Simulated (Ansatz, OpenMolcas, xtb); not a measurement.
**From F to Br: the atomisation energy (no zero-point term)**

One atom is swapped for its congeners: CHClF2 `FC(F)Cl`; CHCl2F (dichlorofluoromethane) `FC(Cl)Cl`; CHBrClF `FC(Cl)Br`. All are singlets with charge 0.

Shapes, held fixed at every level: PBE0-D4/def2-TZVP. Programs: Ansatz 0.2.0, OpenMolcas 26.06, xtb 6.7.1. Values in eV.

| level | CHClF2 | CHBrClF |
| --- | --- | --- |
| GFN0-xTB | 16.43 | 15.21 |
| HF/def2-TZVPP | 12.11 | 10.26 |
| SPW92/def2-TZVPP | 22.13 | 19.49 |
| B3LYP/6-31G* (Cartesian functions) | 17.89 | 15.47 |
| BHLYP-D4/def2-TZVPP | 16.90 | 14.81 |
| r2SCAN0-D4/def2-TZVPP | 17.64 | 15.54 |
| MP2/def2-SVP | 17.65 | 15.22 |
| CCSD(T)/def2-TZVPP | 17.51 | 15.33 |

(1) Estimate the column for CHCl2F from its neighbours.

Answers

(1) The mean of the neighbours at CCSD(T)/def2-TZVPP is 16.42 eV, against 15.84 from the run: the member lies nearer Br. All rows: GFN0-xTB 16.10; HF/def2-TZVPP 10.82; SPW92/def2-TZVPP 20.11; B3LYP/6-31G* (Cartesian functions) 15.98; BHLYP-D4/def2-TZVPP 15.36; r2SCAN0-D4/def2-TZVPP 16.10; MP2/def2-SVP 15.76; CCSD(T)/def2-TZVPP 15.84 eV. At CCSD(T)/def2-TZVPP the atomisation energy falls at every step, from 17.51 to 15.33 eV. Every level shows the same order. Relativity is left out for Br unless named. Correlated rows may include outer-core shells of Br, which these sets cover unevenly. xTB rows lack spin polarisation. Spin-orbit coupling, which grows down the group, is left out (summed over each molecule's free atoms 0.07, 0.09, 0.21 eV).

Replacing F by Cl weakens the total binding far more than replacing Cl by Br: CCSD(T) gives 17.51, 15.84 and 15.33 eV along the series. Because the three molecules share the CHClF fragment, these differences directly reflect the strength of the bond from carbon to the exchanged halogen. The compact 2p shell of fluorine gives a short, strongly polar bond, whereas the more diffuse valence p orbitals of Cl and Br overlap less well with carbon and the bond polarity falls. Loss of the stabilising interaction between two fluorines on the same carbon probably adds to the first step.

GFN0-xTB keeps the order but breaks this pattern, placing the larger drop between Cl and Br. Hartree–Fock underbinds strongly because it misses the correlation energy gained on pairing electrons in bonds, while SPW92 overbinds. Both nevertheless reproduce the uneven descent, which suggests that much of their error is common to the three molecules. The energies alone do not establish relative reactivity, which also depends on barriers.
